\section*{Classical period, collapse and revival of an anharmonic vibrational packet launched by sudden ionisation}

\subsection*{Statement}

Term values are in cm$^{-1}$, lengths in \AA, masses in u, and $1/c = 33356$ fs\,cm$^{-1}$. The ion has a rotationless Morse ladder,
\begin{equation}
G(v)=\omega_e\left(v+\tfrac12\right)-\omega_ex_e\left(v+\tfrac12\right)^2,\qquad
\lambda=\frac{\omega_e}{2\omega_ex_e},\qquad D=\lambda^2\,\omega_ex_e ,
\label{eq:ladder}
\end{equation}
with well depth $D$. A packet with populations $p_v$ has the autocorrelation amplitude $A(t)=\langle\Psi(0)|\Psi(t)\rangle=\sum_v p_v\,e^{-2\pi i cG(v)t}$. For populations centred at $\bar v$, not necessarily an integer, four results hold.

(i) The two time scales are
\begin{equation}
T_{\rm cl}=\frac{1}{c\,[\omega_e-2\omega_ex_e(\bar v+\frac12)]},\qquad
T_{\rm rev}=\frac{1}{c\,\omega_ex_e},\qquad
\frac{T_{\rm rev}}{2T_{\rm cl}}=\lambda-\bar v-\tfrac12 .
\label{eq:times}
\end{equation}

(ii) For Gaussian populations of variance $s^2$ the amplitude at $t=nT_{\rm cl}$ is
\begin{equation}
|A|=(1+\theta^2)^{-1/4},\qquad \theta=\frac{4\pi s^2t}{T_{\rm rev}} .
\label{eq:height}
\end{equation}
The survival probability $|A|^2$ carries the power $-1/2$ and is halved at $t_{1/2}=\sqrt3\,T_{\rm rev}/(4\pi s^2)$.

(iii) Successive recurrences merge, and Eq.~(\ref{eq:height}) ceases to hold, near the collapse time $t_c=T_{\rm rev}/(4s)$.

(iv) For any populations the packet reforms at $T_{\rm rev}/2$:
\begin{equation}
c_v(T_{\rm rev}/2+\tau)=e^{i\varphi}\,e^{-2\pi i\lambda v}\,c_v(\tau),
\label{eq:revival}
\end{equation}
where $c_v$ are the amplitudes and $\varphi$ does not depend on $v$. Against a clock running with the period $T_{\rm cl}(v_0)$ of an integer level $v_0$, the reformed packet is shifted by half a period.

For sudden ionisation from the ground level of the neutral (bond length $R_n$, wavenumber $\omega_n$, reduced mass $\mu$) to an ion with bond length $R_+$, define
\begin{equation}
\beta^2=\frac{\omega_ex_e\,\mu}{K},\quad y=e^{\beta(R_+-R_n)},\quad \eta^2=\frac{\omega_ex_e}{\omega_n},\quad K=\frac{\hbar}{4\pi c}=16.858\ \text{cm}^{-1}\,\text{u\,\AA}^2 .
\label{eq:defs}
\end{equation}
To leading order in $\eta$ the mean energy $\bar E=\epsilon D$ above the minimum and the energy spread $\Delta$ are
\begin{equation}
\epsilon=(y-1)^2+\eta^2y(2y-1)+\frac{\omega_n}{4D},\qquad \Delta=2D\eta\,y|y-1| ,
\label{eq:launch}
\end{equation}
and with $r=\sqrt{1-\epsilon}$ one has $\bar v+\frac12=\lambda(1-r)$, $s=\Delta/(\omega_er)$ and
\begin{equation}
\frac{T_{\rm rev}}{2T_{\rm cl}}=\lambda r,\qquad
\theta_1\equiv\theta(T_{\rm cl})=\pi\,\frac{\omega_e}{\omega_n}\,\frac{y^2(y-1)^2}{r^3},\qquad
\frac{t_c}{T_{\rm cl}}=\frac{D-\bar E}{\Delta}.
\label{eq:ratios}
\end{equation}

\subsection*{Comparison}

The constants below are typical values used as inputs. Those of D$_2$ and D$_2^+$ follow from H$_2$ and H$_2^+$ by scaling $\omega_e$ and $\omega_n$ with $\rho$ and $\omega_ex_e$ with $\rho^2$, where $\rho^2=\mu_{\rm H_2}/\mu_{\rm D_2}$ and $\rho=0.7074$. They are carried unrounded, so both ions share one curve.

\begin{center}
\begin{tabular}{lcccccc|cccc}
ion & $\omega_e$ & $\omega_ex_e$ & $R_+$ & $R_n$ & $\omega_n$ & $\mu$ & $\lambda$ & $y$ & $\eta$ & $\epsilon$\\ \hline
H$_2^+$ X & 2322 & 66.2 & 1.057 & 0.741 & 4401 & 0.5039 & 17.5 & 1.560 & 0.123 & 0.417\\
D$_2^+$ X & 1642 & 33.1 & 1.057 & 0.741 & 3113 & 1.0071 & 24.8 & 1.560 & 0.103 & 0.387\\
N$_2^+$ A & 1904 & 15.0 & 1.175 & 1.098 & 2359 & 7.00 & 63.5 & 1.212 & 0.080 & 0.066\\
O$_2^+$ X & 1905 & 16.3 & 1.116 & 1.208 & 1580 & 8.00 & 58.4 & 0.774 & 0.102 & 0.062\\
Na$_2^+$ X & 120.8 & 0.46 & 3.60 & 3.08 & 159.1 & 11.5 & 131 & 1.338 & 0.054 & 0.126
\end{tabular}
\end{center}

The model's results, with $T_{\rm cl}$ in fs and the other times in ps, are:

\begin{center}
\begin{tabular}{lcccccc|cccc}
ion & $\bar v$ & $s$ & $T_{\rm cl}$ & $t_{1/2}$ & $t_c$ & $T_{\rm rev}/2$ & $\theta_1$ & $|A(T_{\rm cl})|^2$ & $t_c/T_{\rm cl}$ & $\lambda r$\\ \hline
H$_2^+$ & 3.6 & 2.5 & 18.8 & 0.011 & 0.051 & 0.252 & 2.8 & 0.33 & 2.7 & 13\\
D$_2^+$ & 4.9 & 2.9 & 25.9 & 0.017 & 0.088 & 0.504 & 2.6 & 0.36 & 3.4 & 19\\
N$_2^+$ & 1.6 & 1.3 & 18.1 & 0.17 & 0.41 & 1.11 & 0.19 & 0.98 & 23 & 61\\
O$_2^+$ & 1.4 & 1.1 & 18.1 & 0.25 & 0.48 & 1.02 & 0.13 & 0.99 & 26 & 57\\
Na$_2^+$ & 8.0 & 3.4 & 295 & 0.86 & 5.3 & 36 & 0.60 & 0.86 & 18 & 123
\end{tabular}
\end{center}

For D$_2^+$ the chain is $D=2.04\times10^4$ cm$^{-1}$, $\beta=1.407$ \AA$^{-1}$, $\bar E=7.9\times10^3$ cm$^{-1}$, $\Delta=3.7\times10^3$ cm$^{-1}$ and local spacing $\omega_er=1286$ cm$^{-1}$.

\subsection*{Trends}

\emph{Revival.} $T_{\rm rev}$ contains only $\omega_ex_e=K\beta^2/\mu$ and is independent of the launch. It grows with mass and with the range $1/\beta$ of the well, so Na$_2^+$, heavy and soft, revives last. In periods the wait is $\lambda r=\lambda-\bar v-\frac12$, essentially the number of bound levels above the centre of the packet.

\emph{Mass.} On a fixed curve $\lambda\propto\mu^{1/2}$ and $\eta\propto\mu^{-1/4}$, while $y$ and $\omega_e/\omega_n$ do not change. At fixed $r$ this gives $s^2\propto\mu^{1/2}$, $T_{\rm cl}\propto t_{1/2}\propto\mu^{1/2}$, $t_c\propto\mu^{3/4}$ and $T_{\rm rev}\propto\mu$. From H$_2^+$ to D$_2^+$ these laws predict factors 1.41, 1.41, 1.68 and 2.00; the full expressions give 1.38, 1.49, 1.72 and 2.00. The departures come from the zero-point terms of $\epsilon$, which scale with $\rho$ and leave the heavier packet lower in the well. The early recurrence heights are thus nearly independent of mass: D$_2^+$ has the weaker anharmonicity per level but populates more levels, and the two effects cancel in $\theta_1$ apart from the factor $r^{-3}$.

\emph{Displacement.} $\theta_1$ is ruled by the squared reduced slope $y|y-1|$, which is 0.87 for the hydrogen ions, 0.45 for Na$_2^+$, 0.26 for N$_2^+$ and 0.17 for O$_2^+$. H$_2^+$, N$_2^+$ and O$_2^+$ have almost the same period, yet the first loses two thirds of its survival probability in one round trip and the others 2 and 1 per cent. The hydrogen ions are further penalised by $r^{-3}$, because the packet sits about two fifths of the way to dissociation.

\emph{Side of the well.} O$_2^+$ has the larger reduced displacement, $\beta|R_+-R_n|=0.26$ against 0.19 for N$_2^+$, but its bond shortens, so the packet starts on the soft outer limb ($y<1$). The smaller slope outweighs the larger ratio $\omega_e/\omega_n$, 1.21 against 0.81, and $\theta_1$ is smaller.

\emph{Collapse.} The number of distinct oscillations is the distance of the mean energy below the dissociation limit in units of the energy spread: about three for the hydrogen ions and about twenty for the others. Since $t_c/(T_{\rm rev}/4)=1/s$, a collapsed interval before the quarter revival exists only for $s$ well above 1. D$_2^+$ and Na$_2^+$ have one; O$_2^+$ passes almost directly from dephasing into the two-copy structure at $T_{\rm rev}/4$.

\subsection*{Proof}

\emph{Time scales.} With $k=v-\bar v$ the quadratic ladder gives exactly
\begin{equation}
cG(v)\,t=cG(\bar v)\,t+k\,\frac{t}{T_{\rm cl}}-k^2\frac{t}{T_{\rm rev}} ,
\label{eq:expand}
\end{equation}
which defines Eq.~(\ref{eq:times}). $T_{\rm cl}$ is also the period of a trajectory at energy $G(\bar v)=\epsilon D$. For $V=Dw^2$ with $w=1-e^{-\beta(R-R_+)}$, the substitution $w=\sqrt\epsilon\sin\phi$ turns $2\int dR/\dot R$ into $(\pi c\,\omega_e)^{-1}\int_{-\pi/2}^{\pi/2}d\phi\,(1-\sqrt\epsilon\sin\phi)^{-1}=1/(c\,\omega_er)$. Because $G=D[1-(1-(v+\frac12)/\lambda)^2]$, one has $r=1-(\bar v+\frac12)/\lambda$ and $\omega_er=G'(\bar v)$.

\emph{Heights.} Extend the Gaussian $p_v=(2\pi s^2)^{-1/2}e^{-k^2/2s^2}$ to all integers and apply Poisson summation, $\sum_vf(v)=\sum_m\int f(v)e^{2\pi imv}dv$. With $u_m=t/T_{\rm cl}-m$ and $2\pi t/T_{\rm rev}=\theta/2s^2$, each term is a Gaussian integral:
\begin{equation}
A(t)=e^{-2\pi icG(\bar v)t}\sum_m e^{2\pi im\bar v}\,(1-i\theta)^{-1/2}\exp\!\left[-\frac{2\pi^2s^2u_m^2}{1-i\theta}\right].
\label{eq:poisson}
\end{equation}
Term $m$ has modulus $(1+\theta^2)^{-1/4}\exp[-2\pi^2s^2u_m^2/(1+\theta^2)]$ and is the $m$th recurrence. At $t=nT_{\rm cl}$ the term $m=n$ gives Eq.~(\ref{eq:height}), and its two neighbours are smaller by $\exp[-2\pi^2s^2/(1+\theta^2)]$, which is $e^{-20}$ at the first return of D$_2^+$. Setting $(1+\theta^2)^{-1/2}=\frac12$ gives $\theta=\sqrt3$ and $t_{1/2}$.

\emph{Collapse.} In $|A|$ each recurrence is a Gaussian in time of standard deviation $T_{\rm cl}\sqrt{1+\theta^2}/(2\pi s)$, which tends to $2sT_{\rm cl}t/T_{\rm rev}$ for $\theta\gg1$ and reaches $T_{\rm cl}/2$ at $t_c$. There $\theta=\pi s$, and the neighbour factor approaches $e^{-2}=0.14$. The same time follows classically: levels at $k=\pm s$ have orbit frequencies $1/T_{\rm cl}\mp2s/T_{\rm rev}$, and the faster gains one lap on the slower at $t_c$. The oscillation of $\langle R\rangle$ comes mainly from neighbouring levels, whose relative phase contains $2\pi(2k+1)t/T_{\rm rev}$. For slowly varying matrix elements the Gaussian average gives the envelope $\exp(-8\pi^2s^2t^2/T_{\rm rev}^2)$, equal to $e^{-\pi^2/2}=0.007$ at $t_c$. The overlap $A$ fades on the scale $T_{\rm rev}/s^2$, when the packet outgrows its initial size; the collapse needs $T_{\rm rev}/s$, when it fills the orbit.

\emph{Revival.} At $T_{\rm rev}/2$ the phase in cycles is $cG(v)T_{\rm rev}/2=\lambda v-v(v+1)/2+(\lambda/2-1/8)$. Since $v(v+1)/2$ is an integer, Eq.~(\ref{eq:revival}) follows. In Eq.~(\ref{eq:expand}) with integer centre $v_0$ the same fact reads $e^{i\pi k^2}=e^{-i\pi k}$, and $e^{-i\pi k}$ is the linear evolution over $T_{\rm cl}(v_0)/2$. For a non-integer centre, $\lambda=T_{\rm rev}/2T_{\rm cl}+\bar v+\frac12$, so the shift against the clock $T_{\rm cl}(\bar v)$ is the fractional part of $\bar v+\frac12$ in periods and vanishes for half-integer $\bar v$. The factor $e^{-2\pi i\lambda v}$ moves the packet along its orbit without spreading it. By Eqs.~(\ref{eq:revival}) and (\ref{eq:expand}), the $v$-dependent phase in $A(T_{\rm rev}/2+\tau)$ is $k(\lambda+\tau/T_{\rm cl})-k^2\tau/T_{\rm rev}$ cycles, with $k=v-\bar v$. The highest returns therefore fall at the $\tau$ nearest zero for which $\lambda+\tau/T_{\rm cl}(\bar v)$ is an integer, with heights given by Eq.~(\ref{eq:height}) at $\theta(\tau)$; $|A|=1$ at $T_{\rm rev}/2$ requires integer $\lambda$. Typical constants do not fix the fractional part of $\lambda$, so the tables locate the revival envelope and not the position of the packet within it. At $T_{\rm rev}/4$, $e^{i\pi k^2/2}=\frac{1+i}{2}+\frac{1-i}{2}(-1)^k$ describes two copies half a period apart, each of amplitude $1/\sqrt2$.

\emph{Launch.} With an ionisation amplitude independent of $R$ (Condon approximation) the initial state is the neutral ground level $\chi_0$, taken as a Gaussian with position variance $\sigma^2=K/(\mu\omega_n)$, so that $\beta^2\sigma^2=\eta^2$. Its kinetic energy is $\omega_n/4$. As $\chi_0$ is an eigenstate of the neutral Hamiltonian, the energy variance in the ion is the variance of the difference potential. With $x=R-R_n$, $V=D(1-ye^{-\beta x})^2$ has $V'=-2D\beta y(y-1)$, $V''=2D\beta^2y(2y-1)$ and $V'''=-2D\beta^3y(4y-1)$ at $x=0$. Then $\bar E=V+\frac12V''\sigma^2+\omega_n/4$ and $\Delta=|V'|\sigma$ give Eq.~(\ref{eq:launch}). Inserting $s=\lambda\eta y|y-1|/r$ and $\lambda\eta^2=\omega_e/2\omega_n$ into $\theta_1=2\pi s^2/(\lambda r)$ and $t_c/T_{\rm cl}=\lambda r/2s=Dr^2/\Delta$ gives Eq.~(\ref{eq:ratios}).

\subsection*{Size of the neglected terms}

\emph{Populations.} The Gaussian places weight $\frac12\,\mathrm{erfc}[(\bar v+\frac12)/\sqrt2s]$ below $v=-\frac12$, where no levels exist: 0.03 for D$_2^+$ and at most 0.06, for N$_2^+$. The cubic term of $V$ changes $\Delta^2$ by the fraction $V'''\sigma^2/V'=\eta^2(4y-1)/(y-1)$, which is $+0.10$ for D$_2^+$ and ranges from $-0.10$ (O$_2^+$) to $+0.14$ (H$_2^+$). Anharmonicity of the neutral moves the mean bond length out by $\frac32\beta_n\sigma^2$, as $\langle V_n'\rangle=0$ shows for a Morse curve of range parameter $\beta_n$. With a typical $\omega_ex_e=121.3$ cm$^{-1}$ for H$_2$, $\beta_n=1.90$ \AA$^{-1}$ and the shift for D$_2$ is 0.015 \AA, against $\sigma=0.073$ \AA. Taken alone it lowers the slope by the fraction $\beta(2y-1)/(y-1)$ times the shift, 8 per cent, and so $\Delta^2$ by 16 per cent, $\bar v$ by 0.6 and $T_{\rm cl}$ by 3 per cent. The shrinking level spacing skews the distribution upwards and raises the mean of $v$ by $s^2/2\lambda r=0.2$. These terms have both signs, so $s^2$, $\theta_1$ and $t_{1/2}$ are estimates to roughly 20 per cent and $t_c$ to roughly 10. Tunnel ionisation of D$_2$ favours large $R$, where the gap to the ion is smaller; it lowers $\bar v$ and $s$ and leaves $T_{\rm rev}$ of the Morse ladder unchanged.

\emph{Rotation.} The coupling $-\alpha_e(v+\frac12)J(J+1)$ is linear in $v$ and only delays the packet, by $\alpha_eJ(J+1)/(2\omega_ex_e)$ periods at $T_{\rm rev}/2$. A typical $\alpha_e=1.68$ cm$^{-1}$ for H$_2^+$, scaled by $\rho^3$, gives 0.59 cm$^{-1}$ for D$_2^+$ and delays of 0.05 period for $J=2$ and 0.18 for $J=4$, which blur the revival of a thermal sample.

\emph{Departure from the Morse ladder.} A term $+\omega_ey_e(v+\frac12)^3$ replaces $\omega_ex_e$ in $T_{\rm rev}$ by the local value $\omega_ex_e-3\omega_ey_e(\bar v+\frac12)$ and leaves a cubic phase $2\pi c\,\omega_ey_ek^3t$ that does not rephase at $T_{\rm rev}/2$. There, for $k=s$, it equals $\pi\omega_ey_es^3$ divided by the local anharmonicity. The factor $s^3$ is 2.4 for N$_2^+$, 23 for D$_2^+$ and 40 for Na$_2^+$, where the ratio of $\omega_ey_e$ to the anharmonicity must stay below 0.008 to keep the phase under one radian. For D$_2^+$ an approximate $\omega_ey_e=0.6$ cm$^{-1}$ for H$_2^+$ scales with $\rho^3$ to 0.21 cm$^{-1}$. The period shortens by only 1.4 per cent, but the local anharmonicity drops from 33.1 to 29.7 cm$^{-1}$, and the cubic phase at the revival is 0.5 rad at $k=s$ and 4 rad at $k=2s$. The core of the distribution rephases and the wings do not, so the revival is partial. The model's revival time for D$_2^+$ moves by 12 per cent, from 0.50 ps on the Morse ladder to 0.56 ps.